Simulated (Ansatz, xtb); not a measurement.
# Relative energy of two isomers of C4H2B−

We compare I, `[C-]#CC1=CB1`, a singlet, with II, `[C-]#CBC#C`, a singlet. Both are isolated ions in the gas phase, relaxed with PBE0-D3(BJ)/def2-SVPD.

Quicker runs give these differences E(II) − E(I): GFN2-xTB +1.4 kcal/mol; HF/STO-3G +1.9 kcal/mol (at GFN2-xTB geometries); r2SCAN-D4/def2-SVPD +2.1 kcal/mol (at GFN2-xTB geometries).

Question: Estimate E(II) − E(I) at the level CCSD(T)/def2-SVPD + ΔMP2/def2-TZVPPD.

Answer: Calculated at CCSD(T)/def2-SVPD + ΔMP2/def2-TZVPPD: E(II) − E(I) = −7.6 kcal/mol, so structure II lies lower.

Level by level:

```tsv
level	geometry	E(II) − E(I) (kcal/mol)	departure from the last row (kcal/mol)	job, with rough time for the two
GFN2-xTB	GFN2-xTB	+1.4	+9.0	optimisation, 0.15 s
HF/STO-3G	GFN2-xTB	+1.9	+9.6	single point, 0.2 s
r2SCAN-D4/def2-SVPD	GFN2-xTB	+2.1	+9.7	single point, 3.5 s
PBE0-D3(BJ)/def2-SVPD	PBE0-D3(BJ)/def2-SVPD	+3.7	+11.4	optimisation, 17 s
HF/def2-SVPD	PBE0-D3(BJ)/def2-SVPD	−5.9	+1.8	part of the CCSD(T) run
MP2/def2-SVPD	PBE0-D3(BJ)/def2-SVPD	−5.0	+2.7	part of the CCSD(T) run
CCSD(T)/def2-SVPD	PBE0-D3(BJ)/def2-SVPD	−6.8	+0.8	single point
CCSD(T)/def2-SVPD + ΔMP2/def2-TZVPPD	PBE0-D3(BJ)/def2-SVPD	−7.6		single point, 29 s
```

As drawn, II has 1 C≡C in place of 1 C–C, 1 C=C. Structure I has a 3-membered ring, II no ring.

GFN2-xTB, HF/STO-3G, r2SCAN-D4/def2-SVPD, PBE0-D3(BJ)/def2-SVPD put the two in the other order. The largest departure from CCSD(T)/def2-SVPD + ΔMP2/def2-TZVPPD is that of PBE0-D3(BJ)/def2-SVPD, 11.4 kcal/mol. The last row adds to CCSD(T) the change of the MP2 difference between the two basis sets, here −0.8 kcal/mol.

With harmonic frequencies from PBE0-D3(BJ)/def2-SVPD (ideal gas, rigid rotor, one conformer each, 200 K, 1 atm): the zero-point term adds −1.1 kcal/mol; ΔH is −8.5 and ΔG −9.0 kcal/mol.

The correlated steps freeze 5 core orbitals. Codes used: Ansatz 0.2.0, xtb 6.7.1; the last row on 2 threads of Arm Neoverse V1 on a shared host.

The coupled-cluster result favours the open-chain diethynylborane anion over the ethynyl-substituted borirene. The likely reason is that opening the ring relieves angle strain and gives boron two alkynyl neighbours, whose π electrons can delocalise into its empty p orbital. The borirene has compensation of its own, since its two π electrons are shared with boron in an aromatic three-membered ring, which probably keeps the gap modest. The anionic lone pair lies largely in a σ-type orbital at the terminal alkynyl carbon in both isomers, so it contributes little direct π donation to boron.

Hartree–Fock in the larger basis already gives this order, so correlation adjusts the preference rather than creating it; the opposite sign from PBE0 probably reflects an uneven functional error between the ring and the chain. Vibrational and thermal terms reinforce the preference, as expected for a looser open chain. The energies do not show whether the borirene could persist kinetically, which depends on the ring-opening barrier.
